**Highest LB94 eigenvalue along the ions of neon**

The table holds minus the highest Kohn-Sham eigenvalue and the mean radius of that level for Ne to Ne9+, from spherical, spin-polarised, non-relativistic all-electron calculations with the LB94 model potential, beside NIST ionisation energies. The program compares the values with Slater's screening rules and fits the six 2p rows with a quadratic in the charge plus an exchange step at half filling, against a cubic. The step is 6.2 eV for LB94 and 8.2 eV for NIST, a difference that restates the jump of the error at Ne3+, and a hydrogenic estimate gives about 9 eV. The program also splits the 2p-to-2s step with the Ne5+ levels. For the 1s ions it uses the exact one-electron value and a 1/Z series, and finds Ne9+ 22.5 eV too weakly bound.

Neon atom and ions, Ne to Ne9+, in the ground configurations that NIST lists, computed with radks 1 (radial solver with Libxc): non-relativistic, spin-polarised all-electron Kohn-Sham, LB94 model potential, spherical densities, point nucleus. Open shells are filled at highest spin; −ε, minus the highest occupied eigenvalue, estimates the ionisation energy.

## Analysis program

```python
# Table: minus the highest Kohn-Sham eigenvalue (eV) and its mean radius for Ne to Ne9+; radks,
# LB94 model potential, non-relativistic, spin-polarised, spherical; NIST values as reference.
# Tested: Slater screening (no fit), quadratic + exchange step on the 2p rows against a cubic,
# step against proportional error, split of the 2p->2s step, exact limits for the 1s rows.
T = {
    'ion': ['Ne', 'Ne+', 'Ne2+', 'Ne3+', 'Ne4+', 'Ne5+', 'Ne6+', 'Ne7+', 'Ne8+', 'Ne9+'],
    'Z': [10, 10, 10, 10, 10, 10, 10, 10, 10, 10],
    'charge': [0, 1, 2, 3, 4, 5, 6, 7, 8, 9],  # e
    'N': [10, 9, 8, 7, 6, 5, 4, 3, 2, 1],
    'configuration': ['[He] 2s2 2p6', '[He] 2s2 2p5', '[He] 2s2 2p4', '[He] 2s2 2p3', '[He] 2s2 2p2', '[He] 2s2 2p1', '[He] 2s2', '[He] 2s1', '1s2', '1s1'],
    'minus_highest_eigenvalue': [21.276, 40.512, 62.642, 94.208, 123.31, 154.72, 203.49, 237.42, 1175.5, 1338.1],  # eV
    'highest_level_mean_radius': [0.96247, 0.87854, 0.81238, 0.74336, 0.69808, 0.65855, 0.71139, 0.6881, 0.15644, 0.15062],  # bohr
    'highest_level': ['2p', '2p down', '2p down', '2p up', '2p up', '2p up', '2s', '2s up', '1s', '1s up'],
    'nist': [21.564541, 40.96297, 63.4233, 97.19, 126.247, 157.934, 207.271, 239.097, None, None],  # eV
    'nist_kind': ['measured', 'measured', 'measured', 'semi-empirical', 'measured', 'measured', 'measured', 'semi-empirical', None, None],
    'nist_unc': [7e-06, 4e-05, 0.0003, 0.0025, 0.012, 0.005, 0.012, 0.0019, None, None],  # eV
    'error': [-0.288, -0.451, -0.781, -2.98, -2.94, -3.21, -3.78, -1.68, None, None],  # eV
}
import numpy as np
from scipy.constants import physical_constants as pc, alpha
Ha = pc['Hartree energy in eV'][0]; Ry = Ha/2; Z = 10
ion = T['ion']; I = np.array(T['minus_highest_eigenvalue'], float); lev = T['highest_level']
r = np.array(T['highest_level_mean_radius'], float); N = [int(x) for x in T['N']]
ref = np.array(T['nist'][:8], float); err = np.array(T['error'][:8], float)
def Esl(n):  # Slater's rules binding energy, eV
    c = min(n, 2); k = n-c
    return Ry*(c*(Z-0.30*(c-1))**2 + k*(Z-0.85*c-0.35*(k-1))**2/4)
cr = {'1s': 1.5, '2s': 6.0, '2p': 5.0}  # hydrogenic <r>*Z
print("ion level | -eps eV, step eV | Slater eV, Slater vs -eps % | Zeff(energy), Zeff(radius) | NIST step eV, error eV, error %")
for i in range(10):
    s = Esl(N[i])-Esl(N[i]-1); n = int(lev[i][0])
    st = f"{I[i]-I[i-1]:.2f}" if i else "-"
    ns = f"{ref[i]-ref[i-1]:.2f}" if 0 < i < 8 else "-"
    e = f"{err[i]:.2f}, {100*err[i]/ref[i]:.2f}" if i < 8 else "-, -"
    print(f"{ion[i]} {lev[i]} | {I[i]:.2f}, {st} | {s:.1f}, {100*(s/I[i]-1):+.1f} | {n*np.sqrt(I[i]/Ry):.2f}, {cr[lev[i][:2]]/r[i]:.2f} | {ns}, {e}")
print(f"ratio Ne8+/Ne7+: -eps {I[8]/I[7]:.2f}, radius {r[8]/r[7]:.3f}")
print(f"rounding of 2p rows at most 0.005 eV; largest NIST uncertainty {max(T['nist_unc'][:8]):.3f} eV")
q = np.arange(6.); up = (q >= 3)*1.0; J = {}; rms = {}
print("2p rows (Ne to Ne5+), four parameters each")
for nm, y in (('LB94', I[:6]), ('NIST', ref[:6])):
    A = np.c_[q**0, q, q**2, up]; p = np.linalg.lstsq(A, y, rcond=None)[0]; d = y-A@p
    dc = y-np.polyval(np.polyfit(q, y, 3), q)
    J[nm] = p[3]; rms[nm] = (np.sqrt(np.mean(d**2)), np.sqrt(np.mean(dc**2)))
    print(f"{nm}: I = {p[0]:.2f} + {p[1]:.2f} q + {p[2]:.3f} q^2 + J*up, J = {p[3]:.2f} eV, second difference {2*p[2]:.2f} eV")
    print(f"  residuals eV {' '.join(f'{x:+.2f}' for x in d)}; rms {rms[nm][0]:.2f}, worst {ion[np.argmax(abs(d))]}")
    print(f"  cubic residuals eV {' '.join(f'{x:+.2f}' for x in dc)}; rms {rms[nm][1]:.2f}")
    nxt = p@np.array([1, 6, 36, 1.]); y6 = I[6] if nm == 'LB94' else ref[6]
    print(f"  Ne6+ (2s, outside fit): 2p curve gives {nxt:.1f} eV, excess {y6-nxt:.1f} eV")
print(f"Slater second difference {Ry*6*0.35**2/4:.2f} eV")
print(f"J LB94 - J NIST {J['LB94']-J['NIST']:.2f} eV, ratio {J['LB94']/J['NIST']:.2f}; error jump Ne2+ to Ne3+ {err[3]-err[2]:.2f} eV")
rm = r[2:4].mean(); F2 = 45/512*5/rm*Ha
print(f"hydrogenic 2p at r = {rm:.3f} bohr: F2 about {F2:.0f} eV, 0.6 F2 about {0.6*F2:.0f} eV")
k = err[:6]@ref[:6]/(ref[:6]@ref[:6]); m0, m1 = err[:3].mean(), err[3:6].mean()
print(f"error proportional to I: {100*k:.2f} %, rms {np.sqrt(np.mean((err[:6]-k*ref[:6])**2)):.2f} eV (1 parameter)")
print(f"error as two levels {m0:.2f}, {m1:.2f} eV, rms {np.sqrt(np.mean((err[:6]-np.where(up>0,m1,m0))**2)):.2f} eV (2 parameters)")
print(f"error change Ne5+ to Ne6+ {err[6]-err[5]:.2f} eV, Ne6+ to Ne7+ {err[7]-err[6]:+.2f} eV")
# further outputs of the same runs: Ne5+ levels (eV, bohr), Ne9+ Hartree energy (hartree)
su, sd, pd, rsu, rsd, EH = 173.474, 169.22, 150.992, 0.735821, 0.742092, 3.11302
sp = I[5]-pd; sc = 3*sp*(3/5.5)**(2/3)*r[5]/rm
print(f"Ne5+ 2p spin splitting {sp:.2f} eV, times 3 = {3*sp:.1f} eV; crude density^(-2/3) scaling about {sc:.0f} eV")
sm = (su+sd)/2
print(f"step Ne5+ to Ne6+ {I[6]-I[5]:.2f} = gap 2p up to mean 2s {sm-I[5]:.2f} + 2s shift {I[6]-sm:.2f} eV")
print(f"2s radius: Ne5+ mean {(rsu+rsd)/2:.3f}, Ne6+ {r[6]:.3f}, Ne7+ {r[7]:.3f}; Ne5+ 2p {r[5]:.3f} bohr")
ex9 = Z*Z/2*Ha; ex8 = (Z*Z/2-5*Z/8+0.16)*Ha  # 0.16: rough recalled second-order coefficient
print(f"Ne9+ exact non-relativistic {ex9:.1f} eV, error {I[9]-ex9:.1f} eV ({100*(I[9]/ex9-1):.2f} %), radius {100*(r[9]*Z/1.5-1):+.2f} % from exact")
print(f"Ne9+ mean self-repulsion potential {2*EH*Ha:.1f} eV, uncancelled share about {100*(ex9-I[9])/(2*EH*Ha):.0f} % (first order)")
print(f"Ne9+ missing relativistic shift Z^4 alpha^2/8 = {Z**4*alpha**2/8*Ha:.2f} eV")
print(f"Ne8+ 1/Z series about {ex8:.0f} eV, error about {I[8]-ex8:.0f} eV ({100*(I[8]/ex8-1):.1f} %)")
print(f"step Ne8+ to Ne9+: computed {I[9]-I[8]:.1f} eV, 1/Z series about {ex9-ex8:.0f} eV")
assert np.all(np.diff(I) > 0) and np.all(err < 0)
assert 0 < J['LB94'] < J['NIST']
assert all(a < b for a, b in rms.values())
assert r[5] < r[6] < rsu and I[9] < ex9
```

Running it gives:

```
ion level | -eps eV, step eV | Slater eV, Slater vs -eps % | Zeff(energy), Zeff(radius) | NIST step eV, error eV, error %
Ne 2p | 21.28, - | 16.0, -24.9 | 2.50, 5.19 | -, -0.29, -1.34
Ne+ 2p down | 40.51, 19.24 | 39.7, -2.1 | 3.45, 5.69 | 19.40, -0.45, -1.10
Ne2+ 2p down | 62.64, 22.13 | 65.9, +5.2 | 4.29, 6.15 | 22.46, -0.78, -1.23
Ne3+ 2p up | 94.21, 31.57 | 94.6, +0.4 | 5.26, 6.73 | 33.77, -2.98, -3.07
Ne4+ 2p up | 123.31, 29.10 | 125.8, +2.0 | 6.02, 7.16 | 29.06, -2.94, -2.33
Ne5+ 2p up | 154.72, 31.41 | 159.4, +3.1 | 6.74, 7.59 | 31.69, -3.21, -2.03
Ne6+ 2s | 203.49, 48.77 | 195.6, -3.9 | 7.73, 8.43 | 49.34, -3.78, -1.82
Ne7+ 2s up | 237.42, 33.93 | 234.3, -1.3 | 8.35, 8.72 | 31.83, -1.68, -0.70
Ne8+ 1s | 1175.50, 938.08 | 1199.8, +2.1 | 9.30, 9.59 | -, -, -
Ne9+ 1s up | 1338.10, 162.60 | 1360.6, +1.7 | 9.92, 9.96 | -, -, -
ratio Ne8+/Ne7+: -eps 4.95, radius 0.227
rounding of 2p rows at most 0.005 eV; largest NIST uncertainty 0.012 eV
2p rows (Ne to Ne5+), four parameters each
LB94: I = 21.29 + 17.54 q + 1.585 q^2 + J*up, J = 6.19 eV, second difference 3.17 eV
  residuals eV -0.01 +0.09 -0.08 -0.18 +0.29 -0.11; rms 0.15, worst Ne4+
  cubic residuals eV -0.20 +0.89 -1.52 +1.27 -0.51 +0.08; rms 0.91
  Ne6+ (2s, outside fit): 2p curve gives 189.8 eV, excess 13.7 eV
NIST: I = 21.56 + 17.81 q + 1.568 q^2 + J*up, J = 8.19 eV, second difference 3.14 eV
  residuals eV +0.00 +0.02 -0.03 -0.10 +0.17 -0.07; rms 0.09, worst Ne4+
  cubic residuals eV -0.22 +1.04 -1.95 +1.82 -0.85 +0.16; rms 1.23
  Ne6+ (2s, outside fit): 2p curve gives 193.1 eV, excess 14.2 eV
Slater second difference 2.50 eV
J LB94 - J NIST -1.99 eV, ratio 0.76; error jump Ne2+ to Ne3+ -2.20 eV
hydrogenic 2p at r = 0.778 bohr: F2 about 15 eV, 0.6 F2 about 9 eV
error proportional to I: -2.20 %, rms 0.49 eV (1 parameter)
error as two levels -0.51, -3.04 eV, rms 0.17 eV (2 parameters)
error change Ne5+ to Ne6+ -0.57 eV, Ne6+ to Ne7+ +2.10 eV
Ne5+ 2p spin splitting 3.73 eV, times 3 = 11.2 eV; crude density^(-2/3) scaling about 6 eV
step Ne5+ to Ne6+ 48.77 = gap 2p up to mean 2s 16.63 + 2s shift 32.14 eV
2s radius: Ne5+ mean 0.739, Ne6+ 0.711, Ne7+ 0.688; Ne5+ 2p 0.659 bohr
Ne9+ exact non-relativistic 1360.6 eV, error -22.5 eV (-1.65 %), radius +0.41 % from exact
Ne9+ mean self-repulsion potential 169.4 eV, uncancelled share about 13 % (first order)
Ne9+ missing relativistic shift Z^4 alpha^2/8 = 1.81 eV
Ne8+ 1/Z series about 1195 eV, error about -19 eV (-1.6 %)
step Ne8+ to Ne9+: computed 162.6 eV, 1/Z series about 166 eV
```
